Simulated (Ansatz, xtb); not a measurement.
**Relative energy of two isomers of C4H7BOSi**

Structure I is `Bc1occc1[SiH3]`, a singlet and structure II is `Bc1cocc1[SiH3]`, a singlet. Both are isolated molecules in the gas phase, relaxed with B3LYP/def2-SVP; the shapes shown needn't be the lowest conformers.

I (Å):

```yaml
atoms:
  - { symbol: C, position_ang: [0.1177, 0.7483, 0.0783] }
  - { symbol: C, position_ang: [-1.2606, 0.9143, -1.6323] }
  - { symbol: C, position_ang: [-2.0615, 0.7343, -0.5282] }
  - { symbol: C, position_ang: [-1.1794, 0.6254, 0.5873] }
  - { symbol: B, position_ang: [1.4836, 0.7198, 0.7368] }
  - { symbol: O, position_ang: [0.0275, 0.9251, -1.2939] }
  - { symbol: Si, position_ang: [-1.6743, 0.3668, 2.3854] }
  - { symbol: H, position_ang: [2.4882, 0.8487, 0.0864] }
  - { symbol: H, position_ang: [1.5453, 0.5647, 1.9313] }
  - { symbol: H, position_ang: [-1.4885, 1.0436, -2.6893] }
  - { symbol: H, position_ang: [-3.1489, 0.6868, -0.5224] }
  - { symbol: H, position_ang: [-1.2107, 1.4970, 3.2386] }
  - { symbol: H, position_ang: [-1.1118, -0.9051, 2.9202] }
  - { symbol: H, position_ang: [-3.1633, 0.2984, 2.4389] }
```

II (Å):

```yaml
atoms:
  - { symbol: C, position_ang: [0.0599, 0.4564, 0.1337] }
  - { symbol: C, position_ang: [0.1441, 0.6030, -1.2371] }
  - { symbol: C, position_ang: [-1.9057, 1.1342, -0.7326] }
  - { symbol: C, position_ang: [-1.3231, 0.8167, 0.4592] }
  - { symbol: B, position_ang: [1.2106, 0.0099, 1.0321] }
  - { symbol: O, position_ang: [-1.0184, 1.0062, -1.7675] }
  - { symbol: Si, position_ang: [-2.1591, 0.8492, 2.1351] }
  - { symbol: H, position_ang: [2.2872, -0.2415, 0.5464] }
  - { symbol: H, position_ang: [1.0661, -0.0974, 2.2260] }
  - { symbol: H, position_ang: [0.9657, 0.4520, -1.9354] }
  - { symbol: H, position_ang: [-2.9044, 1.4590, -1.0151] }
  - { symbol: H, position_ang: [-1.4773, 1.8038, 3.0554] }
  - { symbol: H, position_ang: [-2.1511, -0.5026, 2.7641] }
  - { symbol: H, position_ang: [-3.5723, 1.2868, 1.9398] }
```

Energies in hartree; the thermal terms are from GFN2-xTB frequencies at re-optimised GFN2-xTB minima (ideal gas, soft modes damped towards free rotors, one conformer each, 298.15 K, 1 atm) and include the zero-point energy:

```
                              I           II
E, CCSD(T)/def2-SVP  −544.682367  −544.681414
    E, MP2/def2-SVP  −544.590246  −544.588316
  E, MP2/def2-TZVPP  −545.181329  −545.179130
  zero-point energy     0.092832     0.092667
       H(298 K) − E     0.101864     0.101755
       G(298 K) − E     0.060551     0.060394
```

Q: Correct the CCSD(T) difference for the basis set by the MP2 change, then work out ΔE, ΔE₀, ΔH and ΔG for I → II in kJ/mol (1 Eh = 2625.50 kJ/mol) and the equilibrium ratio [II]/[I].

A: 1. Differences II − I: CCSD(T) +0.000953, MP2 in the small set +0.001930, MP2 in the large set +0.002199 Eh.
2. ΔE = +0.000953 + (+0.002199 − (+0.001930)) = +0.001222 Eh = +3.21 kJ/mol.
3. ΔE₀ = ΔE + ΔZPE = +0.001222 + (−0.000165) Eh = +2.78 kJ/mol.
4. ΔH = ΔE + (−0.000109) Eh = +2.92 kJ/mol.
5. ΔG = ΔE + (−0.000157) Eh = +2.80 kJ/mol, so ΔS = (ΔH − ΔG)/T = +0.4 J/(mol K).
6. kT = 0.9442 mEh, so K = [II]/[I] = exp(−ΔG/kT) = exp(−1.13) ≈ 0.32.

The two are too close for this level to say which is favoured. An error of 4 kJ/mol in ΔG would change K by a factor of 5. Mirror images and further conformers aren't counted.

As drawn, both hold the same kinds of bond in the same numbers.

Other levels gave ΔE = +11.3 (GFN2-xTB); +7.5 (HF/STO-3G, GFN2-xTB geometries); +10.5 (r2SCAN-D4/def2-SVP, GFN2-xTB geometries); +8.5 (B3LYP/def2-SVP); −4.4 (HF/def2-SVP); +5.1 (MP2/def2-SVP); +2.5 (CCSD(T)/def2-SVP) kJ/mol. The correlated steps freeze 11 core orbitals. Programs: Ansatz 0.2.0, xtb 6.7.1.

Moving the boryl group from the carbon next to oxygen (I) to the neighbouring β position (II), with silyl on a β carbon in both, barely changes the energy. The slight lean towards I probably reflects π donation into boron's empty p orbital. From the α carbon, boron is conjugated with the whole diene, whereas from the β carbon it is cross-conjugated. The shorter C–B bond in I fits this picture. Oxygen's σ withdrawal at the α carbon and differences in contact with the adjacent silyl group may offset part of the gain.

With def2-SVP, the order reverses from −4.4 kJ/mol in HF to +5.1 in MP2, so electron correlation favours I, and CCSD(T) then trims that preference to +2.5. This suggests that the balance depends on how well π delocalisation is correlated. The thermal terms nearly cancel, as expected for two similarly substituted furan rings, leaving the small difference mainly electronic. The equilibrium ratio says nothing about how readily the isomers interconvert, which would require bonds to be broken and remade.
